## Appendix: the time-dependent Born–Oppenheimer theorem with a gap

### A.1 Premises and statement

In A.1–A.6, $\hbar=m=1$ with $m$ the electron mass, energies are in hartree ($E_h$) and lengths in bohr. The nuclear coordinates $X\in\mathbb R^n$ are mass-scaled to a common mass $M$, and $\varepsilon^2=m/M$. On $\mathcal H=L^2(\mathbb R^n;\mathcal H_{\rm el})$,

$$H=T+h(X),\qquad T=\tfrac12p^2,\qquad p_j=-i\varepsilon\,\partial_j .$$

A nucleus with kinetic energy of order one has speed of order $\varepsilon$, so it moves a distance of order one in an atomic time $t/\varepsilon$ with $t$ of order one. The physical time is $\tau=t\hbar/(\varepsilon E_h)$.

**(P1)** $h(X)=h_0+h_1(X)$, where $h_0\ge0$ is self-adjoint and independent of $X$, and $h_1(X)$ is self-adjoint and bounded uniformly in $X$ together with its derivatives up to third order. Let $K=\sup\|h_1\|$ and $h_j'=\partial_jh_1$. For a molecule, $h_0$ holds the electronic kinetic energy and repulsion, and $h_1$ the interactions of smoothly smeared nuclear charges.

**(P2)** $h(X)$ has an eigenvalue $E(X)$ of finite multiplicity $\ell$, continuous and bounded in $X$, at distance at least $g>0$ from the rest of the spectrum for every $X$. $P(X)$ is its spectral projection, $Q=1-P$, and $R=Q(h-E)^{-1}Q$, so $\|R\|\le1/g$.

Define $H_d=PHP+QHQ$, $U(t)=e^{-iHt/\varepsilon}$, $U_d(t)=e^{-iH_dt/\varepsilon}$, and $N(\psi)=\|H_d\psi\|+\|\psi\|$.

**Theorem.** There are $\varepsilon_0>0$ and $C<\infty$ such that for $\varepsilon\le\varepsilon_0$, all real $t$ and all $\psi$ in the domain $D$ of $H$,

$$\|(U(t)-U_d(t))\psi\|\le C\,\varepsilon\,(1+|t|)\,N(\psi).\tag{A1}$$

The condition on the state is a bound on $N(\psi)$, which controls $\|T\psi\|$ and not merely $\langle\psi,T\psi\rangle$. For $\psi$ in the spectral subspace of $H_d$ for $[-\mathcal E,\mathcal E]$, $N(\psi)\le(1+\mathcal E)\|\psi\|$. A theorem of this type was proved by Spohn and Teufel (2001).

### A.2 Smoothness of the fibre operators

Fix $X_0$ and let $\Gamma$ be the counterclockwise circle of radius $g/2$ about $E(X_0)$. For $X$ near $X_0$ it stays at least $g/4$ from the spectrum, and the residue theorem gives

$$P=\frac{i}{2\pi}\oint_\Gamma(h-z)^{-1}dz,\qquad R=\frac1{2\pi i}\oint_\Gamma\frac{(h-z)^{-1}}{z-E}\,dz .$$

In the second integral the $P$ part is $-P/(z-E)^2$, which has no residue. Since $\partial_j(h-z)^{-1}=-(h-z)^{-1}h_j'(h-z)^{-1}$, the projection $P$ has three bounded derivatives. Write $P_j=\partial_jP$. Differentiating $P^2=P$ gives $P_jP+PP_j=P_j$, hence $PP_jP=QP_jQ=0$. Differentiating $hP=EP$ and multiplying from the left by $P$ or by $R$ gives

$$\partial_jE=\operatorname{tr}(Ph_j')/\ell,\qquad QP_jP=-R\,h_j'P .$$

So $E$ and $R$ also have three bounded derivatives. Because $P_j$ is self-adjoint and purely off-diagonal, $\|P_j\|=\|QP_jP\|\le\|h_j'\|/g$.

### A.3 The off-diagonal part

$T$ and $h_0$ act on different variables, commute and are non-negative, so $\|(T+h_0)\phi\|^2\ge\|T\phi\|^2+\|h_0\phi\|^2$. Thus $H$ is self-adjoint on $D=D(T)\cap D(h_0)$. From $[p_j,P]=-i\varepsilon P_j$,

$$[T,P]=-\frac{i\varepsilon}2\sum_j(p_jP_j+P_jp_j)=-i\varepsilon\sum_jP_jp_j-\frac{\varepsilon^2}2\Delta P .$$

This, with $h_0P=(E-h_1)P$, shows that $P$ maps $D$ into $D$. Since $[h,P]=0$, the difference $V=H-H_d$ equals $PTQ+QTP$. Also $[T,P]=QTP-PTQ$, so $V=(Q-P)[T,P]$, that is

$$V=\varepsilon\sum_jW_jp_j+\varepsilon^2W_0,\qquad W_j=-i(QP_jP-PP_jQ),\qquad W_0=-\tfrac12(Q-P)\Delta P.\tag{A2}$$

Let $\|p\phi\|^2=\sum_j\|p_j\phi\|^2=2\langle\phi,T\phi\rangle\le2\|\phi\|\|T\phi\|$. Then $V$ is symmetric and has relative bound zero with respect to $H$, so by the Kato–Rellich theorem $H_d$ is self-adjoint on $D$. It commutes with $P$ by construction.

With $w^2=\sum_j\sup\|W_j\|^2$, $w_0=\sup\|W_0\|$ and $\|p\phi\|\le\|T\phi\|+\|\phi\|$,

$$\|T\phi\|\le\|H_d\phi\|+K\|\phi\|+\varepsilon w(\|T\phi\|+\|\phi\|)+\varepsilon^2w_0\|\phi\| .$$

For $\varepsilon\le\varepsilon_0=\min(1,1/2w)$ this yields $\|T\phi\|\le c_1N(\phi)$ with $c_1=\max(2,\,1+2K+2w_0)$. By Fourier transform $\sum_{jk}\|p_jp_k\phi\|^2=4\|T\phi\|^2$. Therefore

$$\|p_j\phi\|\le(c_1+1)N(\phi),\qquad\|p_jp_k\phi\|\le2c_1N(\phi).\tag{A3}$$

$N$ is conserved by $U_d$, so (A3) holds along $U_d(s)\psi$ with the initial value $N(\psi)$.

For $\psi\in D$, differentiating $U(-s)U_d(s)\psi$ and integrating gives Duhamel's formula,

$$U_d(t)-U(t)=\frac i\varepsilon\int_0^tU(t-s)\,V\,U_d(s)\,ds.\tag{A4}$$

Taking norms directly gives a bound of order $|t|$, because the factor $\varepsilon$ in $V$ is cancelled by $1/\varepsilon$. The gain must come from the oscillation of the integrand, whose frequency in $s$ is of order $g/\varepsilon$.

### A.4 The commutator equation

Define, at each $X$,

$$F_j=-i\,(RP_jP+PP_jR),\qquad B=\sum_jF_jp_j .$$

Using $hP=EP$ and $(h-E)R=Q$, one has $[h,RP_jP]=(h-E)RP_jP=QP_jP$ and $[h,PP_jR]=-PP_jR(h-E)=-PP_jQ$. Hence

$$[h,F_j]=W_j,\qquad\|F_j\|\le\|h_j'\|/g^2 .$$

This step needs the gap. By A.2, $F_j$ has two bounded derivatives. The commutators with $B$ follow from $[h,p_j]=i\varepsilon h_j'$ and from the formula for $[T,P]$ with $F_j$ in place of $P$:

$$[h,B]=\sum_jW_jp_j+i\varepsilon\sum_jF_jh_j',$$

$$[T,B]=-i\varepsilon\sum_{jk}(\partial_kF_j)p_kp_j-\frac{\varepsilon^2}2\sum_j(\Delta F_j)p_j .$$

The combination needed is $HB-BH_d=[H,B]+BV=[H_d,B]+VB$. Moving $p_j$ through the coefficients of (A2) in $BV$,

$$HB-BH_d=\sum_jW_jp_j+\varepsilon S,\tag{A5}$$

$$S=i\sum_jF_jh_j'+\sum_{jk}\big(F_jW_k-i\,\partial_kF_j\big)p_jp_k+\varepsilon\sum_j\Big(F_jW_0-\tfrac12\Delta F_j-i\sum_kF_k\,\partial_kW_j\Big)p_j-i\varepsilon^2\sum_jF_j\,\partial_jW_0 .$$

All coefficients are bounded and no term is above second order in $p$. By (A3) there are constants $b$ and $\sigma$, independent of $\varepsilon\le\varepsilon_0$, with $\|B\phi\|\le bN(\phi)$ and $\|(S-W_0)\phi\|\le\sigma N(\phi)$. The second-order terms are the reason why $\|T\phi\|$ must be controlled. Combining (A2) and (A5),

$$V=\varepsilon\,(HB-BH_d)-\varepsilon^2(S-W_0).\tag{A6}$$

Since $VB$ is of order $\varepsilon$, (A6) says that $V=\varepsilon[H_d,B]$ up to terms of order $\varepsilon^2$.

The left side of (A5) contains third-order terms that cancel, so (A5) is read as a form identity for $\chi,\phi\in D$:

$$\langle H\chi,B\phi\rangle-\langle B^\dagger\chi,H_d\phi\rangle=\Big\langle\chi,\Big(\sum_jW_jp_j+\varepsilon S\Big)\phi\Big\rangle,$$

with $B^\dagger=\sum_j[F_j^\dagger p_j-i\varepsilon\,\partial_jF_j^\dagger]$. On finite sums of products of $C_c^\infty(\mathbb R^n)$ functions with vectors in $D(h_0)$ it is the computation above, done by partial integration in $X$. These sums form a core of $T+h_0$, and both sides are continuous in the graph norm, so the identity holds on $D\times D$.

### A.5 Integration by parts

For $\chi,\psi\in D$ put $u(s)=U(s-t)\chi$, $v(s)=U_d(s)\psi$ and $f(s)=\langle u,Bv\rangle$. The increment of $f$ splits as

$$\langle u(s+\delta)-u(s),Bv(s+\delta)\rangle+\langle B^\dagger u(s),v(s+\delta)-v(s)\rangle .$$

Both $u$ and $v$ are differentiable in norm and $v$ is continuous in the graph norm, so

$$\varepsilon f'(s)=i\langle Hu,Bv\rangle-i\langle B^\dagger u,H_dv\rangle .$$

By (A6), $(i/\varepsilon)\langle u,Vv\rangle=\varepsilon f'-i\varepsilon\langle u,(S-W_0)v\rangle$. Inserting this in (A4) and using the density of $D$ in $\mathcal H$ for $\chi$ gives the exact identity

$$U_d(t)-U(t)=\varepsilon\,[BU_d(t)-U(t)B]-i\varepsilon\int_0^tU(t-s)(S-W_0)U_d(s)\,ds.\tag{A7}$$

Unitarity of $U$ and conservation of $N$ bound the right side on $\psi$ by $\varepsilon(2b+\sigma|t|)N(\psi)$. This is (A1) with $C=\max(2b,\sigma)$. Because $QU_dP=0$ and $N(P\psi)\le N(\psi)$, the amplitude that leaves the band obeys $\|QU(t)P\psi\|\le C\varepsilon(1+|t|)N(\psi)$.

### A.6 Range of validity

*Time.* The left side of (A1) never exceeds $2\|\psi\|$, so the bound carries information only for $|t|\ll1/(C\varepsilon)$. The model of A.7 shows that the order in $\varepsilon$ and the linear growth are both attained.

*Gap.* $F_j$ scales as $g^{-2}$, and the coefficients $F_jW_k$ and $\partial_kF_j$ of the leading terms in $S$ scale as $g^{-3}$ at fixed $\|h_j'\|$. The bound degrades at narrow avoided crossings. At a conical intersection $P$ is discontinuous and (P2) fails.

*Regularity.* Point nuclei violate (P1), because the Coulomb attraction is unbounded. The proof covers smeared charges, with $C$ depending on the smearing.

*Content.* $PH_dP$ keeps the Berry connection and the diagonal correction of order $\varepsilon^2$. No semiclassical assumption on $\psi$ is made.

*Global premise.* (P2) is required at every $X$. For N$_2$ with a spin-free $h$ one may restrict $\mathcal H_{\rm el}$ to singlets, which removes the triplets from the gap condition. The theorem then applies to an $h$ that equals the molecular one around the equilibrium bond length and is continued with a gap elsewhere. That the continuation is harmless for low vibrational states is a separate localisation statement, not proved here.

### A.7 Illustration: a two-state model of the N$_2$ stretch

Take one coordinate $x$, the bond extension of the non-rotating molecule, and $h(x)=\tfrac12\kappa x^2+gQ(x)$ on $\mathbb C^2$, with eigenvectors $\varphi_0=(\cos dx,\sin dx)$ and $\varphi_1=(-\sin dx,\cos dx)$, and constant $g$ and $d$. The harmonic term is unbounded, but $p^2x^2+x^2p^2=2px^2p-2\varepsilon^2$ shows that $N$ still controls $\|T\phi\|$ and $\|x^2\phi\|$, hence the term $Fh'$ in $S$, and the proof goes through. In the basis $(\varphi_0,\varphi_1)$, with Pauli matrices $\sigma_i$, the momentum becomes $p-\varepsilon d\sigma_y$, and

$$W=-d\sigma_y,\quad W_0=-d^2,\quad F=-i\frac dg\sigma_x,\quad V=-\varepsilon d\,\sigma_y\,p .$$

$H_d$ is a pair of oscillators of quantum $\hbar\omega$, separated by $g$ and shifted by $\varepsilon^2d^2/2$. In physical units $\varepsilon^2$ becomes $\lambda=\hbar^2/\mu$, with $\mu$ the nuclear reduced mass. $V$ links level $n$ of one state to level $n+1$ of the other with strength $v\sqrt{n+1}$, where $v=\lambda d\,\|\chi_0'\|$ and $\|\chi_0'\|^2=\hbar\omega/2\lambda$ for the oscillator ground state $\chi_0$. Second-order perturbation theory in $V$ gives for the lower state

$$\delta E_n=-v^2\Big[\frac{n+1}{g+\hbar\omega}+\frac n{g-\hbar\omega}\Big]\approx-\frac{2\lambda d^2}g\langle T\rangle_n,\qquad\langle T\rangle_n=\tfrac12(n+\tfrac12)\hbar\omega .$$

In atomic units the phase $|\delta E_n|t/\varepsilon=2\varepsilon d^2\langle T\rangle_n t/g$ is linear in $\varepsilon$ and $t$ at fixed kinetic energy, as (A1) allows. The shift is a mass increase $\delta\mu=2\hbar^2d^2/g$.

*Inputs.* Approximate values for $^{14}$N$_2$ are $\mu=7.00$ u and $\hbar\omega=0.29$ eV. The stretch couples the $^1\Sigma_g^+$ ground state only to $^1\Sigma_g^+$ states, the lowest typically near $g=12$ eV. Vibrational levels of diatomics are typically described well with atomic instead of nuclear masses. With seven electrons per atom this means $\delta\mu=3.5\,m$, and $d$ is chosen to reproduce it, $d=(3.5\,mg/2\hbar^2)^{1/2}=1.66$ Å$^{-1}$.

*Scales.* $\varepsilon=8.85\times10^{-3}$ and $\lambda=5.97\times10^{-4}$ eV Å$^2$. One unit of $t$ is 2.73 fs and the vibrational period is 14.3 fs. At 300 K the ratio of populations of $n=1$ and $n=0$ is $1.3\times10^{-5}$, so take $\psi=\chi_0\varphi_0$. Then $\|\chi_0'\|=15.6$ Å$^{-1}$ and $v=15.4$ meV.

*Bounds.* The direct estimate of (A4) gives $v\tau/\hbar$, which is 0.33 after one period. Each boundary term of (A7) has norm

$$\varepsilon\|B\psi\|=\frac{\lambda d}g\big(\|\chi_0'\|^2+d^2\big)^{1/2}=1.29\times10^{-3},$$

so together they contribute at most $2.59\times10^{-3}$. For $n=0$, $\|p\chi_0\|$ is of order $\varepsilon^{1/2}$, so this term scales as $\varepsilon^{3/2}$ and the drift as $\varepsilon^2t$, both below the general bound.

*Actual deviation.* The upper-state admixture of the perturbed ground level is $a=v/(g+\hbar\omega)=1.26\times10^{-3}$, and $\delta E_0=-19.4$ μeV. Expanding $\psi$ in eigenstates of $H$,

$$\|(U-U_d)\psi\|^2\approx4a^2\sin^2\frac{(g+\hbar\omega)\tau}{2\hbar}+4\sin^2\frac{\delta E_0\tau}{2\hbar}.$$

The omitted admixture of $n=2$ is $|\delta E_0|/(\sqrt2\,\hbar\omega)=4.7\times10^{-5}$ and enters in quadrature. The fast term has amplitude $2a=2.51\times10^{-3}$. The drift is $4.21\times10^{-4}$ rad per period, overtakes $2a$ at $\tau=2\hbar/v=85$ fs and reaches one radian at $\hbar/|\delta E_0|=34$ ps. For a single level this phase is global. In a superposition it is observable through $\delta E_1-\delta E_0=-39.8$ μeV.

These numbers are the model's. Anharmonicity, typically 1.8 meV or 0.6 per cent of $\hbar\omega$, is far larger than $\delta E_0$, but it is common to $H$ and $H_d$ and alters the deviation only at the per cent level. With many excited states, and up to relative corrections $\hbar\omega/g=0.024$, the drift is set by $\sum_kd_k^2/g_k$, which the choice of $d$ fixes. The squared admixture is set by $\sum_kd_k^2/g_k^2\le g^{-1}\sum_kd_k^2/g_k$, and the model saturates this inequality. In N$_2$ the coupling strength typically lies at excitation energies of tens of eV for valence electrons and hundreds of eV for the core. Placing it all at 50 eV would multiply $a$ by $(12/50)^{1/2}=0.49$, so the model's fast amplitude of $2.51\times10^{-3}$ overestimates that of the molecule by a factor of order two.